**Question: Why does the Fermi level of MgW miss the valley in its density of states?**

I am trying to read this density of states for a layered MgW crystal:

Density of states of MgW (Cmmm, 4 atoms per cell, a = 3.342, b = 4.266, c = 4.731 Å, 16.86 Å³ per atom) from Ansatz 0.2.0 with r2SCAN, scalar-relativistic plane-wave PAW, no spin polarisation and a 500 eV cutoff. Energies are relative to the Fermi level; values are tetrahedron averages over 0.2 eV bins on a 15×15×21 k mesh, with Löwdin projections summed over sites.

```tsv
energy (eV)	density of states total (states/eV/cell)	DOS W 5d (states/eV/cell)	DOS Mg 3s (states/eV/cell)	DOS W 6s (states/eV/cell)	DOS W 5p (states/eV/cell)
-7.95	0.260	0	0.1100	0.1400	0.00000
-7.55	0.360	0	0.1400	0.1900	0.00000
-7.15	0.460	0.02	0.1700	0.2700	0.00000
-6.75	0.500	0.02	0.1800	0.2800	0.01000
-6.35	0.560	0.04	0.2100	0.2900	0.01000
-5.95	0.570	0.06	0.2300	0.2800	0.01000
-5.55	0.820	0.11	0.3800	0.3000	0.01000
-5.15	1.030	0.21	0.4500	0.3400	0.01000
-4.75	1.280	0.4	0.4700	0.3700	0.01000
-4.35	2.370	1.31	0.5000	0.5000	0.01000
-3.95	2.700	1.73	0.4200	0.4700	0.01000
-3.55	2.430	1.73	0.2900	0.3400	0.01000
-3.15	3.010	2.4	0.2300	0.2800	0.02000
-2.75	2.610	2.23	0.0700	0.1900	0.01000
-2.35	3.150	2.83	0.0800	0.1000	0.01000
-1.95	3.340	2.8	0.0700	0.2300	0.01000
-1.55	3.880	3.02	0.1000	0.2900	0.02000
-1.15	3.670	2.73	0.2200	0.1700	0.02000
-0.75	3.690	2.72	0.2300	0.1800	0.03000
-0.35	2.450	1.84	0.0800	0.1600	0.01000
0.05	2.090	1.73	0.0500	0.1200	0.01000
0.45	2.130	1.7	0.0800	0.0800	0.01000
0.85	1.820	1.4	0.0800	0.0600	0.01000
1.25	1.720	1.29	0.0900	0.0500	0.00000
1.65	1.630	1.21	0.1000	0.0500	0.00000
2.05	2.010	1.45	0.1800	0.0500	0.00000
2.45	2.880	2	0.3600	0.0700	0.00000
2.85	3.950	2.84	0.5000	0.0900	0.00000
3.25	4.450	3.46	0.3600	0.1400	0.00000
3.65	3.040	2.03	0.1900	0.2500	0.00000
4.05	1.440	0.63	0.1400	0.1200	0.00000
4.45	0.990	0.26	0.1000	0.0800	0.00000
4.85	1.010	0.25	0.0700	0.0600	0.00000
5.25	1.020	0.23	0.1300	0.1400	0.00000
5.65	2.230	0.37	0.5000	0.3200	0.00000
```

Tungsten 5d makes two big humps with a valley near 1.65 eV. I know that in pure tungsten the Fermi level lies close to such a valley. Magnesium adds two electrons for every tungsten atom, so why does the level still end up below the valley here? And what causes the odd rows, such as the dips at −3.55 and −2.75 eV, the sudden drop just below zero and the new rise at the top?

**Answer**

The curve tells you how many places for electrons there are at each energy, and the Fermi level is where the electrons run out. So there are two things to explain: which orbitals supply the places, and how many electrons have to be housed.

Start at the bottom. Up to −4.75 eV, Mg 3s and W 6s together outweigh W 5d. These s orbitals reach far out and overlap strongly with their neighbours, which spreads their states over many eV and leaves few in any one interval. Electrons in such a band move almost as if the crystal were an empty box.

That picture can be checked by hand. For free electrons in a volume V, the density of states is

g(E) = V/(2π²) · (2m/ħ²)^(3/2) · √(E − E₀),

where m is the electron mass and E₀ the bottom of the band. With V = 4 × 16.86 Å³ and ħ²/2m ≈ 3.8 eV Å², the factor before the root is about 0.46. The first row, 0.26 states per eV and cell, then puts E₀ near −8.3 eV.

With E₀ set by that one row, the formula gives 0.49 at −7.15 eV, where the table has 0.46. At −5.95 eV it is already more than a fifth too high, probably because the real lattice bends the band away from the free-electron form. At −4.35 eV it fails altogether: it gives 0.91, and the calculation finds 2.37. The extra states there are mostly W 5d.

The 5d orbitals are compact, so they overlap less and their states stay within a narrower range. There are also many of them, with room for ten electrons on each tungsten atom. From −4.35 to 3.65 eV they hold more than half of the total in every row. This is why a tall 5d structure stands on a low, wide s band.

The valley splits that structure in two. When d orbitals on neighbouring atoms combine, some combinations build up charge between the atoms and go down in energy, while others have a node there and go up. In a body-centred cubic crystal few states remain in between, while in a face-centred cubic one the valley is much weaker. This is the standard explanation for tungsten, and I carry it over to MgW by analogy, since the table shows energies and orbital shares but not the signs of the waves.

The analogy has a structural basis. Each atom here has eight closer neighbours, at 2.71 and 2.90 Å, and six more a little further out, which is the pattern of a distorted body-centred cubic crystal. But in tungsten all eight closer neighbours are tungsten, whereas here four of them are magnesium. The valley is also only a depression: at 1.65 eV the total is still about 40 % of its value at the top of the lower hump.

Now count the electrons. Magnesium brings two and tungsten six, so each MgW pair has eight to house. The table lists only every second bin of 0.2 eV, so each row has to stand for 0.4 eV. Added up in this way to the Fermi level, it gives 15.97 electrons for the two pairs in the cell, so the count is sound. Filling the curve up to 1.65 eV would take about 9.5 electrons per pair, roughly 1.6 more than the same sum gives up to the Fermi level.

This is where the expectation from pure tungsten goes wrong. Of the 9.5 electrons needed to reach the valley, about 6.6 would sit in W 5d and the other three in s and p states. Adding up the Mg 3s column in the same way gives only about one electron per magnesium, and the unlisted states hold less than one more. So magnesium's own states take in no more than the two electrons it brings. The shortfall arises on the tungsten side, where the states below the valley have room for more than seven electrons per atom, while pure tungsten comes close to its valley with six. With only eight available for the pair, the 5d shell gets 5.4 and filling stops early. The table does not show why the valley lies at a higher filling here; the changed surroundings of tungsten are a likely reason. The exact shares also depend on how the electrons are divided among the atoms. For the electrons actually present, a Bader division of the charge density from the same run leaves each magnesium only about half an electron of its two, which puts even more on the tungsten side.

You can use the same bookkeeping for a small change in composition. Near the Fermi level the cell offers roughly two states per eV. Replacing a tenth of the tungsten by rhenium, which has one more electron, would add 0.2 electrons per cell and so raise the level by about 0.1 eV, provided that the bands kept their shape.

The odd rows become clearer once you ask which orbital moves:

- **The dip at −3.55 eV** comes from the s orbitals. W 5d is the same as in the row before, while Mg 3s and W 6s together lose 0.26, nearly the whole fall.
- **The dip at −2.75 eV** is shared. The s orbitals lose 0.25 and W 5d loses 0.17, so the s band is thinning out just where the 5d part pauses in its climb.
- **The drop between −0.75 and −0.35 eV** is the upper edge of the lower hump. W 5d supplies 0.88 of the fall of 1.24. Beyond it the curve runs along a gently sloping shelf, and the Fermi level lies at the start of that shelf.
- **The rise at 5.65 eV** comes from states with little 5d in them. The s orbitals give nearly half of the increase, and most of the rest is probably Mg 3p and W 6p.

Don't read too much into the exact positions of these small features. Every second bin is missing from the table, so a narrow peak or dip may be overlooked. Spin–orbit coupling is also left out, and in tungsten it can move 5d states by tenths of an eV. That could reshape a dip or shift the edge below the Fermi level, but it would hardly remove humps that lie almost 5 eV apart.

Mg 3s has a pattern of its own. It peaks at −4.35 eV, stays low from −2.75 to 1.65 eV apart from a small bump near −0.75 eV, and peaks again at 2.85 eV, inside the upper 5d hump. Mg 3p is not listed, so a low Mg 3s value does not mean that magnesium is absent. My guess is that magnesium takes part in the bonding and antibonding combinations with tungsten, and so helps to shape the valley.

In practical terms, this crystal would be a metal whose states at the Fermi level are about 83 % W 5d, so it should behave electronically more like a transition metal than like magnesium. Whether it can be made is a separate matter: the two metals hardly mix in practice, and this calculation does not test stability. Apart from the Bader result and the sums over Mg 3s, W 6s and the unlisted states, which you can form from the table, the sums and row-to-row changes used here are in the printed output below.

Numerical output:

```
valence electrons per cell counted up to the Fermi level: 15.97
W 5d electrons per W atom up to the Fermi level: 5.37
electrons per MgW needed to fill up to 1.65 eV: 9.543
electrons per MgW between the Fermi level and 1.65 eV: 1.558
W 5d electrons per W atom if filled up to 1.65 eV: 6.585
W 5d states per W atom in the whole window: 9.41
W 5d share of the total at 0.05 eV, percent: 82.78
total at 1.65 eV over total at -1.55 eV: 0.4201
total at 1.65 eV over total at 3.25 eV: 0.3663
free-electron band bottom from the first row, eV: -8.27
free-electron estimate at -7.15 eV, states/eV/cell: 0.4863
free-electron estimate at -5.95 eV, states/eV/cell: 0.6998
free-electron estimate at -4.35 eV, states/eV/cell: 0.9096
from -3.95 to -3.55 eV, change of total, 5d, both s, unlisted: -0.27, 0, -0.26, -0.01
from -3.15 to -2.75 eV, change of total, 5d, both s, unlisted: -0.4, -0.17, -0.25, 0.03
from -0.75 to -0.35 eV, change of total, 5d, both s, unlisted: -1.24, -0.88, -0.17, -0.17
from 5.25 to 5.65 eV, change of total, 5d, both s, unlisted: 1.21, 0.14, 0.55, 0.52
unlisted remainder at -5.95, -0.75 and 5.65 eV, states/eV/cell: -0.01, 0.53, 1.04
neighbour distances, angstrom: 2.71, 2.896, 3.185, 3.342
b/a and c/a (both 1.414 in bcc, both 1 in fcc): 1.276, 1.416
```
